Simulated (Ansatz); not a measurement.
**Strength of the B–B bond: B(BO)O → 2 BO**

Species: B(BO)O, singlet; BO, doublet. 

Shapes, held fixed at every level: PBE0-D4/def2-TZVP. Programs: Ansatz 0.2.0. The zero-point and thermal change to 298 K, harmonic and unscaled (PBE0-D4/def2-TZVP), is -9.4 kJ/mol.

Estimate ΔH(298 K) of this reaction.

The highest level, CCSD(T)/CBS estimate, gives ΔH(298 K) = +480.8 kJ/mol; the levels span +369.7 to +530.3. The column of differences is taken from that level and isn't an error. Hartree–Fock misses the correlation of the pair that is broken and comes out low. No measured value is set beside it here. Open shells run unrestricted unless RO is named. The CBS estimate extrapolates MP2 from def2-TZVPP and def2-QZVPP and adds CCSD(T) − MP2 in the triple-zeta set, cores frozen.

```json
{"level": "HF/def2-SVP", "kind": "Hartree–Fock", "ΔH(298 K) (kJ/mol)": "+369.7", "less CCSD(T)/CBS estimate": "-111.1"}
{"level": "SPW92/def2-TZVPP", "kind": "LDA", "ΔH(298 K) (kJ/mol)": "+530.3", "less CCSD(T)/CBS estimate": "+49.5"}
{"level": "r2SCAN-D4/def2-TZVPP", "kind": "meta-GGA", "ΔH(298 K) (kJ/mol)": "+455.9", "less CCSD(T)/CBS estimate": "-24.9"}
{"level": "BHLYP-D4/def2-TZVPP", "kind": "global hybrid", "ΔH(298 K) (kJ/mol)": "+479.8", "less CCSD(T)/CBS estimate": "-1.0"}
{"level": "r2SCAN0-D4/def2-TZVPP", "kind": "global hybrid", "ΔH(298 K) (kJ/mol)": "+453.7", "less CCSD(T)/CBS estimate": "-27.1"}
{"level": "wB97M-V/def2-TZVPP", "kind": "range-separated hybrid", "ΔH(298 K) (kJ/mol)": "+499.3", "less CCSD(T)/CBS estimate": "+18.5"}
{"level": "CCSD(T)/def2-TZVPP", "kind": "coupled cluster or CI", "ΔH(298 K) (kJ/mol)": "+473.3", "less CCSD(T)/CBS estimate": "-7.5"}
{"level": "CCSD(T)/CBS estimate", "kind": "coupled cluster or CI", "ΔH(298 K) (kJ/mol)": "+480.8", "less CCSD(T)/CBS estimate": "0.0"}
```

Separating the two BO units costs +480.8 kJ/mol at the highest level, which is remarkably strong for a nominal B–B single bond. The reason lies in the fragment: BO is a σ radical, isoelectronic with CN, whose unpaired electron sits largely in a boron sp-type hybrid pointing away from oxygen. Two such hybrids overlap well along the axis, with no lone pairs on the boron atoms to repel each other, and OB–BO is thus the boron counterpart of cyanogen. Some π delocalisation across the B–B link probably adds to the strength, while the radicals gain little by relaxing after cleavage.

The density functionals don't approach the coupled-cluster value steadily with rising class. r2SCAN and r2SCAN0 nearly coincide, so added exact exchange barely matters there, and the close match of BHLYP probably reflects cancelling errors. The Hartree–Fock shortfall can't be read as the correlation contribution alone, since that row also uses a smaller basis.
